**Hand rules for cutoffs and ionisation errors of aluminium ONCV pseudopotentials**

The table holds 3s cutoffs, the second ionisation energy and its pseudopotential error for a base Al potential and nine variants from ONCVPSP 4.0.1 (scalar-relativistic PBE or PW91, spherical atoms without spin). The program tests an exponential step down from $q_c^2/2$ and powers of the s radius for the 1 mHa cutoff, a ratio and a power tail for the tenth-mHa cutoff, Slater screening for the ionisation energy, and a quadratic form in the occupations for its error. The exponential rule meets five 3s waves within about 0.03 Ha but fails for 3p and at 10 mHa, and $r^{-2}$ scaling is up to 37 % low. The ratio 2.2 misses the tight cutoff by up to 12 %, and Slater's estimate is 6 % low. The quadratic form gives 13.7 meV against 14.6 for the changed reference configuration, partly by cancellation, and covers neither the model-core row nor the failed row.

Calculated values. Optimised norm-conserving Vanderbilt pseudopotentials for Al from ONCVPSP 4.0.1, scalar-relativistic, with a [Ne] core and the PBE functional unless a row names another. The base run has valence 3s² 3p¹, no model core, radii of 1.7 (s), 2.1 (p), 2.2 (d) and 1.6 bohr (local potential), two p projectors, and five matching conditions and nine Bessel functions for d.

## Script

```python
# Table: ONCVPSP 4.0.1 Al pseudopotentials (PBE or PW91, scalar-relativistic, spherical, no spin): 3s cutoffs,
# second ionisation energy and its error (all-electron minus pseudo), base run and variants.
# Tested: hand rules for the cutoffs (qc^2/2 bound, exponential step, radius powers, ratio, tail), Slater I2, quadratic error.
T = {
    'change': ['base', 'model-core option 3; model-core density factor 3.75; model-core range factor 1.8', 'reference valence configuration 3s1.75 3p1.25', 's radius 2.18 bohr; p radius 2.7 bohr; d radius 2.82 bohr; local radius 2.06 bohr', 'PW91 functional', 's radius 2.3 bohr', 's radius 1.52 bohr; local radius 1.52 bohr', 'd 10 Bessel functions', 'd 3 matching conditions; d 7 Bessel functions', 'p 3 projectors'],
    'outcome': ['generated', 'generated', 'generated', 'generated', 'generated', 'generated', 'failed', 'generated', 'generated', 'generated'],
    'cutoff_for_1_mHa': [5.45, 5.45, 5.48, 5.0, 5.5, 4.74, None, 5.45, 5.45, 5.45],  # Ha
    'cutoff_for_a_tenth_mHa': [11.94, 11.94, 12.1, 12.09, 12.17, 9.28, None, 11.94, 11.94, 11.94],  # Ha
    'bound_ghost_flags_off_real_levels': [0, 0, 0, 0, 0, 0, None, 0, 0, 0],
    'second_ionisation_error': [20.2, -155, 14.6, 15.6, 22.3, 15.5, None, 20.2, 20.2, 20.2],  # meV
    'second_ionisation_energy_all_electron': [19.225, 19.226, 19.225, 19.225, 19.278, 19.225, None, 19.225, 19.225, 19.225],  # eV
    'failure': [None, None, None, None, None, None, 'norm cannot be conserved', None, None, None],
}
import re
import numpy as np
from scipy.constants import physical_constants as pc
Ry = pc['Rydberg constant times hc in eV'][0]
nan = lambda k: np.array([np.nan if v is None else float(v) for v in T[k]])
E1, E2 = nan('cutoff_for_1_mHa'), nan('cutoff_for_a_tenth_mHa')
err, I2 = nan('second_ionisation_error'), nan('second_ionisation_energy_all_electron')
rs = np.array([float(m.group(1)) if (m := re.search(r's radius ([\d.]+)', c)) else 1.7 for c in T['change']])
ok = ~np.isnan(E1)
Ec = 3.4**2/2                                   # s wave number of the settings, Ha
# further outputs of the same runs: 3s kinetic energy above qc (mHa), cutoffs for 10 and 0.01 mHa (Ha);
# base values read from the d/p rows, which share the base 3s wave
idx = np.array([0, 2, 3, 4, 5]); name = ['base', 'config', 'all radii', 'PW91', 's 2.3']
R = np.array([0.66, 0.683, 0.352, 0.697, 0.229])
E10 = np.array([3.32, 3.34, 3.01, 3.35, 2.81]); E3 = np.array([28.69, 30.94, 34.15, 32.21, 30.15])
a, b, r = E1[idx], E2[idx], rs[idx]
same = [1, 7, 8, 9]
print(f"Ec = qc^2/2 = {Ec:.2f} Ha; rounding floor: cutoffs 0.005 Ha, errors 0.05 meV (0.5 in core row), I2 0.0005 eV")
print(f"gate: max cutoff change in core, d, d, p rows = {max(abs(E1[same]-E1[0]).max(), abs(E2[same]-E2[0]).max()):.3f} Ha")
x = np.log(1/R); s = (x@(Ec-a))/(x@x); s0 = (Ec-a[0])/x[0]
print(f"rule E1 = Ec - s ln(1 mHa/R): s = {s:.3f} Ha ({s*np.log(10):.2f} Ha per decade); from base alone s = {s0:.3f} Ha")
g = [2, 4]; lr = np.log(r[g]/r[0]); p = (lr@np.log(a[g]/a[0]))/(lr@lr)
print(f"radius power E1 ~ r^p: p = {p:.2f}; single rows {np.round(np.log(a[g]/a[0])/lr, 2)}")
print("row: r_s, ln(1/R), E1 table | Ec err% | rule Ha, err Ha | base-s err Ha | r^-2 Ha, err% | r^p Ha, err%")
for i, n in enumerate(name):
    u, v, w = Ec-s*x[i], a[0]*(r[0]/r[i])**2, a[0]*(r[i]/r[0])**p
    print(f" {n}: {r[i]:.2f} {x[i]:.3f} {a[i]:.2f} | {100*(Ec/a[i]-1):+.1f} | {u:.2f} {u-a[i]:+.3f} | {Ec-s0*x[i]-a[i]:+.3f} | {v:.2f} {100*(v/a[i]-1):+.1f} | {w:.2f} {100*(w/a[i]-1):+.1f}")
print(f"rule rms {np.sqrt(np.mean((Ec-s*x-a)**2)):.3f} Ha, worst {abs(Ec-s*x-a).max():.3f} Ha (5 waves, only 3 radii)")
print("rule pushed to 10 mHa, err Ha:", np.round(Ec-s*np.log(10/R)-E10, 2))
Ep = 3.5**2/2                                   # 3p of base settings: R 0.0268 mHa, 1 mHa cutoff 2.03 Ha (further outputs)
print(f"rule on 3p: Ec {Ep:.2f}, predicted {Ep-s*np.log(1/0.0268):.2f} vs 2.03 Ha; own s {(Ep-2.03)/np.log(1/0.0268):.2f} Ha")
k = np.mean(b/a); y = np.log(R/0.1); m = (y@y)/(y@np.log(b/Ec))
print(f"tenth mHa: mean ratio E2/E1 = {k:.2f}; fitted tail exponent m = {m:.2f} (asymptotic theory 3.5)")
print("row: E2 table, ratio | k*E1 Ha, err% | tail m err% | tail 3.5 err% | own m Ec->0.1, 0.1->0.01 mHa")
for i, n in enumerate(name):
    print(f" {n}: {b[i]:.2f} {b[i]/a[i]:.2f} | {k*a[i]:.2f} {100*(k*a[i]/b[i]-1):+.1f} | {100*(Ec*np.exp(y[i]/m)/b[i]-1):+.1f} | {100*(Ec*np.exp(y[i]/3.5)/b[i]-1):+.1f} | {y[i]/np.log(b[i]/Ec):.2f} {np.log(10)/np.log(E3[i]/b[i]):.2f}")
for i in g:
    print(f"{name[i]} vs base: radius {100*(r[i]/r[0]-1):+.0f}%, E1 {100*(a[i]/a[0]-1):+.1f}%, E2 {100*(b[i]/b[0]-1):+.1f}%, error {err[idx[i]]-err[0]:+.1f} meV")
z2, z1 = 13-2-8*0.85-0.35, 13-2-8*0.85
Is = Ry*(2*z2**2-z1**2)/9
print(f"Slater: Zeff {z2:.2f}, {z1:.2f}; I2 = {Is:.2f} eV; vs PBE {100*(Is/I2[0]-1):+.1f}%, vs PW91 {100*(Is/I2[4]-1):+.1f}%")
print(f"PW91 - PBE: all-electron I2 {1000*(I2[4]-I2[0]):+.0f} meV, pseudo error {err[4]-err[0]:+.1f} meV")
e = err[idx]
print(f"error without core (5 waves): mean {e.mean():.1f}, range {e.min():.1f} to {e.max():.1f} meV, {0.1*e.mean()/I2[0]:.3f}% of I2")
print(f"model core: error/base = {err[1]/err[0]:.1f}, shift {err[1]-err[0]:+.0f} meV, {0.1*abs(err[1])/I2[1]:.2f}% of I2")
# further outputs: excitation errors (meV); base 3s2p0, 3s1p0, 3s0p3 fix A, B, C in A ds^2 + B ds dp + C dp^2
row = lambda c, ref: [(c[0]-ref[0])**2, (c[0]-ref[0])*(c[1]-ref[1]), (c[1]-ref[1])**2]
q = np.linalg.solve([row(c, (2, 1)) for c in [(2, 0), (1, 0), (0, 3)]], [-3.864, 16.354, 26.966])
print(f"quadratic form: A {q[0]:.2f}, B {q[1]:.2f}, C {q[2]:.2f} meV; A+B {q[0]+q[1]:.1f} meV (base, built in)")
print(f"unused base test 3s2 3p0.5: predicted {np.dot(row((2, .5), (2, 1)), q):.2f} vs -0.68 meV")
ref = (1.75, 1.25)
for c, o in zip([(2, 1), (2, 0), (1, 0), (0, 3)], [0.340, -4.054, 10.531, 22.177]):
    print(f" config row 3s{c[0]} 3p{c[1]}: predicted {np.dot(row(c, ref), q):.2f} vs {o:.2f} meV")
pe = np.dot(row((1, 0), ref), q)-np.dot(row((2, 0), ref), q)
print(f"config row I2 error: 0.5A+1.25B = {pe:.1f} vs {err[2]:.1f} meV, miss {pe-err[2]:+.1f}; table change from base {err[2]-err[0]:+.1f}")
print(f"failed row: r_s {rs[6]:.2f} bohr, qc*r {3.4*rs[6]:.2f} (base {3.4*rs[0]:.2f}); {T['failure'][6]}; no rule covers it")
assert np.all(E1[ok] < Ec) and np.all(E2[ok] > Ec)
assert np.allclose(E1[same], E1[0]) and np.allclose(E2[same], E2[0])
assert -1 < p < 0 and b[2] > b[0] > b[4]
assert err[1] < 0 < e.min() and pe < err[0]
```

Running it gives:

```
Ec = qc^2/2 = 5.78 Ha; rounding floor: cutoffs 0.005 Ha, errors 0.05 meV (0.5 in core row), I2 0.0005 eV
gate: max cutoff change in core, d, d, p rows = 0.000 Ha
rule E1 = Ec - s ln(1 mHa/R): s = 0.728 Ha (1.68 Ha per decade); from base alone s = 0.794 Ha
radius power E1 ~ r^p: p = -0.42; single rows [-0.35 -0.46]
row: r_s, ln(1/R), E1 table | Ec err% | rule Ha, err Ha | base-s err Ha | r^-2 Ha, err% | r^p Ha, err%
 base: 1.70 0.416 5.45 | +6.1 | 5.48 +0.028 | +0.000 | 5.45 +0.0 | 5.45 +0.0
 config: 1.70 0.381 5.48 | +5.5 | 5.50 +0.023 | -0.003 | 5.45 -0.5 | 5.45 -0.5
 all radii: 2.18 1.044 5.00 | +15.6 | 5.02 +0.020 | -0.049 | 3.31 -33.7 | 4.92 -1.7
 PW91: 1.70 0.361 5.50 | +5.1 | 5.52 +0.017 | -0.007 | 5.45 -0.9 | 5.45 -0.9
 s 2.3: 2.30 1.474 4.74 | +21.9 | 4.71 -0.032 | -0.131 | 2.98 -37.2 | 4.81 +1.4
rule rms 0.025 Ha, worst 0.032 Ha (5 waves, only 3 radii)
rule pushed to 10 mHa, err Ha: [0.48 0.49 0.34 0.49 0.22]
rule on 3p: Ec 6.12, predicted 3.49 vs 2.03 Ha; own s 1.13 Ha
tenth mHa: mean ratio E2/E1 = 2.20; fitted tail exponent m = 2.39 (asymptotic theory 3.5)
row: E2 table, ratio | k*E1 Ha, err% | tail m err% | tail 3.5 err% | own m Ec->0.1, 0.1->0.01 mHa
 base: 11.94 2.19 | 11.98 +0.3 | +6.5 | -17.0 | 2.60 2.63
 config: 12.10 2.21 | 12.04 -0.5 | +6.6 | -17.3 | 2.60 2.45
 all radii: 12.09 2.42 | 10.99 -9.1 | -19.1 | -31.5 | 1.71 2.22
 PW91: 12.17 2.21 | 12.09 -0.7 | +6.9 | -17.3 | 2.61 2.37
 s 2.3: 9.28 1.96 | 10.42 +12.2 | -11.9 | -21.1 | 1.75 1.95
all radii vs base: radius +28%, E1 -8.3%, E2 +1.3%, error -4.6 meV
s 2.3 vs base: radius +35%, E1 -13.0%, E2 -22.3%, error -4.7 meV
Slater: Zeff 3.85, 4.20; I2 = 18.15 eV; vs PBE -5.6%, vs PW91 -5.9%
PW91 - PBE: all-electron I2 +53 meV, pseudo error +2.1 meV
error without core (5 waves): mean 17.6, range 14.6 to 22.3 meV, 0.092% of I2
model core: error/base = -7.7, shift -175 meV, 0.81% of I2
quadratic form: A 15.41, B 4.81, C -3.86 meV; A+B 20.2 meV (base, built in)
unused base test 3s2 3p0.5: predicted -0.97 vs -0.68 meV
 config row 3s2 3p1: predicted 0.42 vs 0.34 meV
 config row 3s2 3p0: predicted -6.58 vs -4.05 meV
 config row 3s1 3p0: predicted 7.14 vs 10.53 meV
 config row 3s0 3p3: predicted 20.65 vs 22.18 meV
config row I2 error: 0.5A+1.25B = 13.7 vs 14.6 meV, miss -0.9; table change from base -5.6
failed row: r_s 1.52 bohr, qc*r 5.17 (base 5.78); norm cannot be conserved; no rule covers it
```
